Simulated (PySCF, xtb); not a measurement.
CH7B2O+: which of two isomers lies lower

We compare X, `B[O+](B)C`, a singlet, with Y, `B[OH+]BC`, a singlet. Both are isolated ions in the gas phase, relaxed with PBE0-D3(BJ)/def2-SVP; the shapes shown needn't be the lowest conformers.

X (Å):

```xyz
11

C    -0.8802    0.1273   -2.1634
B    -0.3464   -0.0375    0.3279
B     1.1254    1.3234   -1.2076
O    -0.0223    0.4724   -0.9835
H    -1.3173   -0.7280    0.3808
H     0.3993    0.2967    1.1951
H     1.7744    1.5680   -0.2390
H     1.2754    1.6727   -2.3389
H    -1.2689    1.0708   -2.5603
H    -0.2385   -0.3942   -2.8810
H    -1.6790   -0.5170   -1.7866
```

Y (Å):

```xyz
11

C    -1.3268    0.2362   -1.8457
B    -1.6059    0.3845   -0.3304
B     0.7399    0.5832   -0.6846
O    -0.3790    0.5896    0.3462
H    -2.6151    0.3552    0.3060
H    -0.2684    0.7135    1.3064
H     1.0786    1.6687   -1.0500
H     1.2961   -0.4674   -0.8007
H    -0.2571    0.3070   -2.1817
H    -1.6781   -0.7437   -2.2142
H    -1.8588    1.0157   -2.4193
```

Quicker runs give these differences E(Y) − E(X): GFN2-xTB +0.168 eV; HF/STO-3G +0.406 eV (at GFN2-xTB geometries); r2SCAN-D4/def2-SVP −0.658 eV (at GFN2-xTB geometries).

Q: Which of the two would you expect CCSD(T)/def2-SVP + ΔMP2/def2-TZVPP electronic energies to favour?

A: Structure Y; the calculation gives E(Y) − E(X) = −0.349 eV.

How the difference moves with the method:

```csv
level,geometry,E(Y) − E(X) (eV),departure from the last row (eV),"job, with rough time for the two"
GFN2-xTB,GFN2-xTB,+0.168,+0.516,"optimisation, 0.49 s"
HF/STO-3G,GFN2-xTB,+0.406,+0.755,"single point, 1.8 s"
r2SCAN-D4/def2-SVP,GFN2-xTB,−0.658,−0.309,"single point, 20 s"
PBE0-D3(BJ)/def2-SVP,PBE0-D3(BJ)/def2-SVP,−0.649,−0.300,"optimisation, 4 min"
HF/def2-SVP,PBE0-D3(BJ)/def2-SVP,−0.115,+0.234,part of the CCSD(T) run
MP2/def2-SVP,PBE0-D3(BJ)/def2-SVP,−0.405,−0.057,part of the CCSD(T) run
CCSD(T)/def2-SVP,PBE0-D3(BJ)/def2-SVP,−0.332,+0.017,single point
CCSD(T)/def2-SVP + ΔMP2/def2-TZVPP,PBE0-D3(BJ)/def2-SVP,−0.349,,"single point, 96 s"
```

As drawn, Y has 1 C–B, 1 O–H in place of 1 C–O, 1 B–H.

GFN2-xTB, HF/STO-3G put the two in the other order. The largest departure from CCSD(T)/def2-SVP + ΔMP2/def2-TZVPP is that of HF/STO-3G, 0.755 eV. The last row adds to CCSD(T) the change of the MP2 difference between the two basis sets, here −0.017 eV.

With harmonic frequencies from PBE0-D3(BJ)/def2-SVP (ideal gas, rigid rotor, one conformer each, 400 K, 1 atm): on the last row, ΔE + ΔZPE = −0.390, ΔH = −0.377, ΔG = −0.394 eV.

The correlated steps freeze 4 core orbitals. Run with PySCF 2.14.0, xtb 6.7.1; the last row on 2 threads of Intel(R) Xeon(R) Platinum 8259CL CPU @ 2.50GHz (Skylake/Cascade Lake) on a shared host.

Y is the lower isomer, by −0.349 eV at the highest level, and the thermal terms widen the gap slightly instead of offsetting it. The main reason is probably the exchange of bonds: Y gains a strong O–H bond and gives up a C–O bond that is weakened at an oxonium centre, where methyl is bound to a strongly electron-withdrawing oxygen. Methyl is also better placed on boron, whose formally empty p orbital can accept hyperconjugative density from the C–H bonds. In Y's geometry one methyl hydrogen also leans towards the BH2 boron, and its C–H bond is slightly longer than the other two, which suggests a weak agostic-like contact.

Hartree–Fock in the larger basis already favours Y, so correlation enlarges the preference but doesn't create it. The opposite sign with STO-3G probably reflects mainly the inflexibility of a minimal basis in describing polar B–O and O–H bonds. The ordering says nothing about the barrier between the isomers, so X could still persist if formed.
